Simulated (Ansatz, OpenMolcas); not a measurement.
GeSiH5Cl (SMILES Cl[SiH2][GeH3]): the vertical ionisation energy, rung by rung

GeSiH5Cl: 8 atoms, total charge 0, spin state singlet. As SMILES, `Cl[SiH2][GeH3]`. The coordinates come from a PBE0-D4/def2-TZVP relaxation.

Quantity: the vertical ionisation energy (to the doublet cation), in eV. The values are calculated.

```
                                  level                    kind     program  value (eV)  less CCSD(T)/cc-pVDZ  CPU time (all runs)
                           TPSS/cc-pVDZ                meta-GGA  OpenMolcas        9.91                 -0.23              3.2 min
                         M06-2X/cc-pVDZ         hybrid meta-GGA  OpenMolcas       10.26                 +0.12              2.8 min
                          HSE06/cc-pVDZ  range-separated hybrid      Ansatz       10.10                 -0.04                 40 s
                        wB97M-V/cc-pVDZ  range-separated hybrid      Ansatz       10.26                 +0.12              5.2 min
                       PBE-QIDH/cc-pVDZ           double hybrid      Ansatz       10.37                 +0.23                 40 s
                       RPA@PBE0/cc-pVDZ                     RPA      Ansatz       10.12                 -0.02                 50 s
CCSD(T)/cc-pVDZ, open shells restricted   coupled cluster or CI  OpenMolcas       10.14                  0.00              2.7 min
                           CCSD/cc-pVDZ   coupled cluster or CI      Ansatz       10.19                 +0.05                 94 s
```

CCSD(T)/cc-pVDZ, open shells restricted is the highest level here, not the true value. All-electron rows without a relativistic Hamiltonian named are non-relativistic. The values span 9.91 to 10.37 eV. In the correlated wave-function rows the outer d shell of Ge is correlated, in sets not made for it. CPU times are rough (shared hosts, several kinds of processor and program).

The meta-GGA TPSS gives the lowest ionisation energy, 9.91 eV, and the double hybrid PBE-QIDH the highest, 10.37 eV, lying equally far below and above the coupled-cluster reference. HSE06 and RPA come closest to it, while M06-2X and wB97M-V are both too high by 0.12 eV. Among the density functionals the value rises broadly with the weight of exact exchange, which probably counters an over-stabilisation of the delocalised hole in the cation.

The electron most likely leaves the Si–Ge σ bond, with some admixture of chlorine lone pair. Such a bond between two heavier group 14 atoms is built from diffuse, weakly overlapping valence orbitals and lies high in energy, whereas the lone pairs are held more tightly by the electronegative chlorine. The small gap between CCSD and CCSD(T) suggests that a single configuration describes both states adequately. Because correlated methods usually converge more slowly with basis size than hybrid functionals, the close agreement of HSE06 with CCSD(T) need not survive in a larger basis.
